**LDA, Dirac-Fock and NIST ionisation energies of 2+ ions in groups 12–14**

The table holds ionisation energies of seven doubly charged ions from scalar-relativistic, spin-polarised LDA total-energy differences, with the highest eigenvalue and its mean radius, beside configuration-averaged Dirac-Fock values and NIST values. The program lists the error of each level and tests the frozen-orbital result IE + ε = c/⟨r⟩, with a hydrogenic and a fitted c, against a constant ratio −ε/IE. It also sizes orbital relaxation, the Breit, QED and recoil shift, and the d⁹ fine-structure offset from rough recalled splittings. Mean absolute errors against NIST are 5.0 eV for −ε, 0.81 eV for the LDA difference and 1.40 eV for Dirac-Fock, and none of these three comes within 0.1 eV in any row. The c/⟨r⟩ form fits all rows to 0.27 eV rms, while the constant ratio is better for the s rows alone and fails for the d rows.

Doubly charged ions in NIST's ground configurations, computed with Quantum ESPRESSO ld1.x 7.5: spherical all-electron LDA-PZ, scalar-relativistic, spin-polarised, open shells at highest spin, point nucleus. The last column is from a B-spline radial atomic code, version 1: Dirac-Coulomb, Fermi nucleus, configuration average. Ionisation energies are total-energy differences.

## Script

```python
# Table: ionisation energies (eV) of 2+ ions, groups 12-14: LDA-PZ scalar-relativistic spin-polarised (ld1.x 7.5),
# configuration-averaged Dirac-Fock, NIST values. Tested: errors by level, IE+eps = c/<r> (Janak, self-interaction)
# against a constant ratio, d9 fine-structure offset, size of Breit/QED and relaxation, steps between ions.
T = {
    'ion': ['Cd2+', 'Hg2+', 'Al2+', 'In2+', 'Tl2+', 'C2+', 'Pb2+'],
    'Z': [48, 80, 13, 49, 81, 6, 82],
    'N': [46, 78, 11, 47, 79, 4, 80],
    'configuration': ['[Kr] 4d10', '[Xe] 4f14 5d10', '[Ne] 3s1', '[Kr] 4d10 5s1', '[Xe] 4f14 5d10 6s1', '[He] 2s2', '[Xe] 4f14 5d10 6s2'],
    'removed': ['4d', '5d', '3s', '5s', '6s', '2s', '6s'],
    'ionisation_energy': [38.08, 35.6603, 28.8619, 28.9642, 30.7854, 46.9803, 32.6716],  # eV
    'minus_highest_eigenvalue': [30.706, 29.072, 24.578, 24.519, 26.159, 40.172, 27.877],  # eV
    'highest_level_mean_radius': [1.2537, 1.4434, 2.183, 2.3195, 2.2591, 1.3666, 2.168],  # bohr
    'nist': [37.468, 34.49, 28.447642, 28.04415, 29.852, 47.88778, 31.9373],  # eV
    'nist_unc': [0.006, 0.05, 2.5e-05, 0.00012, 0.0006, 0.00025, 0.0006],  # eV
    'error': [0.612, 1.17, 0.414, 0.92, 0.933, -0.908, 0.734],  # eV
    'eig_over_ie': [0.806, 0.815, 0.852, 0.847, 0.85, 0.855, 0.853],
    'ie_hf': [36.087, 33.726, 28.088, 26.62, 28.177, 45.802, 29.851],  # eV
}
import numpy as np
from scipy.constants import physical_constants as pc
Ha = pc['Hartree energy in eV'][0]
ion = list(T['ion']); ix = {s: i for i, s in enumerate(ion)}
A = lambda k: np.array(T[k], float)
L, E, r, N, H, U = map(A, ['ionisation_energy', 'minus_highest_eigenvalue', 'highest_level_mean_radius', 'nist', 'ie_hf', 'nist_unc'])
# further outputs of the same runs (less vetted), eV unless named
koop = {'Al2+': 28.10698, 'In2+': 26.75451, 'Tl2+': 28.4146, 'C2+': 46.11825, 'Pb2+': 30.17274}
corr = {'Cd2+': -1.370424, 'Al2+': -0.3649515, 'In2+': -1.452244, 'Tl2+': -1.740546, 'C2+': -2.09212, 'Pb2+': -2.153406}
endp = {'Hg2+': 42.44569, 'C2+': 52.00299}  # -eps of the spin-down level in the 3+ ion
core = {'Al2+': 3.688242, 'In2+': 25.66208, 'Tl2+': 37.5043}  # LDA sum r^2 of the 3+ core, bohr^2
split = {'Cd2+': 0.7, 'Hg2+': 1.9}  # rough recalled d9 J=3/2 less J=5/2 splittings
s = np.array([x not in split for x in ion])
eL, eH, eE = L - N, H - N, E - N
print('floor: rounding 0.0005 eV; largest NIST uncertainty %.2f eV (%s)' % (U.max(), ion[U.argmax()]))
print('errors vs NIST, eV (%): ion | -eps LDA | dE LDA | dE HF | LDA-HF | LDA weight to hit NIST | error of mean')
for i, x in enumerate(ion):
    print('%5s %+.2f (%+.1f) %+.3f (%+.1f) %+.3f (%+.1f) %.3f %.2f %+.3f' % (x, eE[i], 100*eE[i]/N[i], eL[i], 100*eL[i]/N[i],
          eH[i], 100*eH[i]/N[i], L[i]-H[i], -eH[i]/(L[i]-H[i]), (eL[i]+eH[i])/2))
def stat(n, e, m):
    a = abs(e[m]); w = np.array(ion)[m][a.argmax()]
    print('%-22s n=%d mean %+.2f MAE %.2f (%.1f%%) max %.2f eV (%s); within 0.1/0.5/1 eV: %d/%d/%d' % (n, m.sum(), e[m].mean(),
          a.mean(), 100*(a/N[m]).mean(), a.max(), w, (a < .1).sum(), (a < .5).sum(), (a < 1).sum()))
al = np.ones(len(ion), bool)
for n, e in [('-eps LDA', eE), ('dE LDA', eL), ('dE HF', eH), ('mean of LDA, HF', (eL+eH)/2)]: stat(n, e, al)
eK = np.array([koop.get(x, np.nan) for x in ion]) - N
for n, e in [('s rows dE LDA', eL), ('s rows dE HF', eH), ('s rows Koopmans HF', eK)]: stat(n, e, s)
print('HF Koopmans less dE (relaxation), eV:', ' '.join('%s %.3f' % (x, v-H[ix[x]]) for x, v in koop.items()))
print('Breit+QED+recoil shift of HF IE, eV:', ' '.join('%s %+.3f' % (x, v-eH[ix[x]]) for x, v in corr.items()))
print('s1 rows HF deficit eV / core sum r^2:', ' '.join('%s %.2f/%.1f' % (x, -eH[ix[x]], v) for x, v in core.items()))
print('HF deficit Pb less Tl %.2f eV; LDA error of C3+ %+.2f eV' % (eH[ix['Tl2+']]-eH[ix['Pb2+']], 64.38636-64.49352))
for x, d in split.items():
    print('%s rough offset 0.4*split %.1f eV -> LDA error ~%+.1f, HF ~%+.1f eV' % (x, .4*d, eL[ix[x]]-.4*d, eH[ix[x]]-.4*d))
print('rough offset Hg less Cd %.1f eV' % (.4*(split['Hg2+']-split['Cd2+'])))
print('steps, eV: pair | NIST | LDA (miss) | HF (miss)')
for a, b in [('In2+', 'Al2+'), ('Tl2+', 'In2+'), ('Hg2+', 'Cd2+'), ('Pb2+', 'Tl2+')]:
    d = lambda v: v[ix[a]] - v[ix[b]]
    print('%s-%s %+.3f | %+.3f (%+.3f) | %+.3f (%+.3f)' % (a, b, d(N), d(L), d(eL), d(H), d(eH)))
g = L - E
X = 0.75*(6/np.pi)**(1/3)*np.pi**(-1/3)*27/64
c0 = (5/16 - X/3)*1.5
print('frozen hydrogenic 1s: J/2=0.3125, X=%.3f hartree, c0=(J/2-X/3)<r>=%.3f hartree bohr' % (X, c0))
def fit(m):
    c = (g[m]/r[m]).sum()/(1/r[m]**2).sum(); k = (L[m]*E[m]).sum()/(E[m]**2).sum()
    return c, k, E + c/r - L, k*E - L
rms = lambda v: np.sqrt((v**2).mean())
c, k, ra, rb = fit(al)
print('ion | IE+eps eV | gap*<r> | IE*<r> (hartree bohr) | resid c0/r, c/r, const ratio (eV)')
for i, x in enumerate(ion):
    print('%5s %.3f %.3f %.2f %+.2f %+.2f %+.2f' % (x, g[i], g[i]*r[i]/Ha, L[i]*r[i]/Ha, c0*Ha/r[i]-g[i], ra[i], rb[i]))
print('all rows: c=%.3f rms %.2f worst %s; ratio=%.3f rms %.2f worst %s; c0 rms %.2f eV' % (c/Ha, rms(ra), ion[abs(ra).argmax()],
      1/k, rms(rb), ion[abs(rb).argmax()], rms(c0*Ha/r-g)))
c2, k2, sa, sb = fit(s)
print('fit to s rows only: c=%.3f rms %.2f; ratio=%.3f rms %.2f eV' % (c2/Ha, rms(sa[s]), 1/k2, rms(sb[s])))
print('  carried to Cd, Hg: c/r %+.2f %+.2f; ratio %+.2f %+.2f eV' % (*sa[~s], *sb[~s]))
p = np.polyfit(np.log(r), np.log(g), 1)[0]
print('free exponent of gap vs <r>: %.2f (two clusters of radii)' % p)
for x, v in endp.items():
    m = (E[ix[x]] + v)/2
    print('%s mean of end-point -eps %.3f, less dE LDA %+.3f eV' % (x, m, m-L[ix[x]]))
assert (eH < 0).all() and (g > 0).all()
assert [x for i, x in enumerate(ion) if eL[i] < 0] == ['C2+']
assert L[ix['In2+']] > L[ix['Al2+']] and N[ix['In2+']] < N[ix['Al2+']]
assert -1.3 < p < -0.6
```

It prints:

```
floor: rounding 0.0005 eV; largest NIST uncertainty 0.05 eV (Hg2+)
errors vs NIST, eV (%): ion | -eps LDA | dE LDA | dE HF | LDA-HF | LDA weight to hit NIST | error of mean
 Cd2+ -6.76 (-18.0) +0.612 (+1.6) -1.381 (-3.7) 1.993 0.69 -0.385
 Hg2+ -5.42 (-15.7) +1.170 (+3.4) -0.764 (-2.2) 1.934 0.39 +0.203
 Al2+ -3.87 (-13.6) +0.414 (+1.5) -0.360 (-1.3) 0.774 0.46 +0.027
 In2+ -3.53 (-12.6) +0.920 (+3.3) -1.424 (-5.1) 2.344 0.61 -0.252
 Tl2+ -3.69 (-12.4) +0.933 (+3.1) -1.675 (-5.6) 2.608 0.64 -0.371
  C2+ -7.72 (-16.1) -0.907 (-1.9) -2.086 (-4.4) 1.178 1.77 -1.497
 Pb2+ -4.06 (-12.7) +0.734 (+2.3) -2.086 (-6.5) 2.821 0.74 -0.676
-eps LDA               n=7 mean -5.01 MAE 5.01 (14.4%) max 7.72 eV (C2+); within 0.1/0.5/1 eV: 0/0/0
dE LDA                 n=7 mean +0.55 MAE 0.81 (2.4%) max 1.17 eV (Hg2+); within 0.1/0.5/1 eV: 0/1/6
dE HF                  n=7 mean -1.40 MAE 1.40 (4.1%) max 2.09 eV (Pb2+); within 0.1/0.5/1 eV: 0/1/2
mean of LDA, HF        n=7 mean -0.42 MAE 0.49 (1.3%) max 1.50 eV (C2+); within 0.1/0.5/1 eV: 1/5/6
s rows dE LDA          n=5 mean +0.42 MAE 0.78 (2.4%) max 0.93 eV (Tl2+); within 0.1/0.5/1 eV: 0/1/5
s rows dE HF           n=5 mean -1.53 MAE 1.53 (4.6%) max 2.09 eV (Pb2+); within 0.1/0.5/1 eV: 0/1/1
s rows Koopmans HF     n=5 mean -1.32 MAE 1.32 (4.0%) max 1.77 eV (C2+); within 0.1/0.5/1 eV: 0/1/1
HF Koopmans less dE (relaxation), eV: Al2+ 0.019 In2+ 0.135 Tl2+ 0.238 C2+ 0.316 Pb2+ 0.322
Breit+QED+recoil shift of HF IE, eV: Cd2+ +0.011 Al2+ -0.005 In2+ -0.028 Tl2+ -0.066 C2+ -0.006 Pb2+ -0.067
s1 rows HF deficit eV / core sum r^2: Al2+ 0.36/3.7 In2+ 1.42/25.7 Tl2+ 1.68/37.5
HF deficit Pb less Tl 0.41 eV; LDA error of C3+ -0.11 eV
Cd2+ rough offset 0.4*split 0.3 eV -> LDA error ~+0.3, HF ~-1.7 eV
Hg2+ rough offset 0.4*split 0.8 eV -> LDA error ~+0.4, HF ~-1.5 eV
rough offset Hg less Cd 0.5 eV
steps, eV: pair | NIST | LDA (miss) | HF (miss)
In2+-Al2+ -0.403 | +0.102 (+0.506) | -1.468 (-1.065)
Tl2+-In2+ +1.808 | +1.821 (+0.013) | +1.557 (-0.251)
Hg2+-Cd2+ -2.978 | -2.420 (+0.558) | -2.361 (+0.617)
Pb2+-Tl2+ +2.085 | +1.886 (-0.199) | +1.674 (-0.411)
frozen hydrogenic 1s: J/2=0.3125, X=0.268 hartree, c0=(J/2-X/3)<r>=0.335 hartree bohr
ion | IE+eps eV | gap*<r> | IE*<r> (hartree bohr) | resid c0/r, c/r, const ratio (eV)
 Cd2+ 7.374 0.340 1.75 -0.11 +0.28 -1.50
 Hg2+ 6.588 0.349 1.89 -0.28 +0.06 -1.03
 Al2+ 4.284 0.344 2.32 -0.11 +0.11 +0.42
 In2+ 4.445 0.379 2.47 -0.52 -0.31 +0.24
 Tl2+ 4.626 0.384 2.56 -0.59 -0.38 +0.38
  C2+ 6.808 0.342 2.36 -0.14 +0.21 +0.87
 Pb2+ 4.795 0.382 2.60 -0.59 -0.37 +0.54
all rows: c=0.353 rms 0.27 worst Tl2+; ratio=0.839 rms 0.82 worst Cd2+; c0 rms 0.40 eV
fit to s rows only: c=0.360 rms 0.28; ratio=0.852 rms 0.12 eV
  carried to Cd, Hg: c/r +0.44 +0.20; ratio -2.05 -1.55 eV
free exponent of gap vs <r>: -0.84 (two clusters of radii)
Hg2+ mean of end-point -eps 35.759, less dE LDA +0.099 eV
C2+ mean of end-point -eps 46.087, less dE LDA -0.893 eV
```
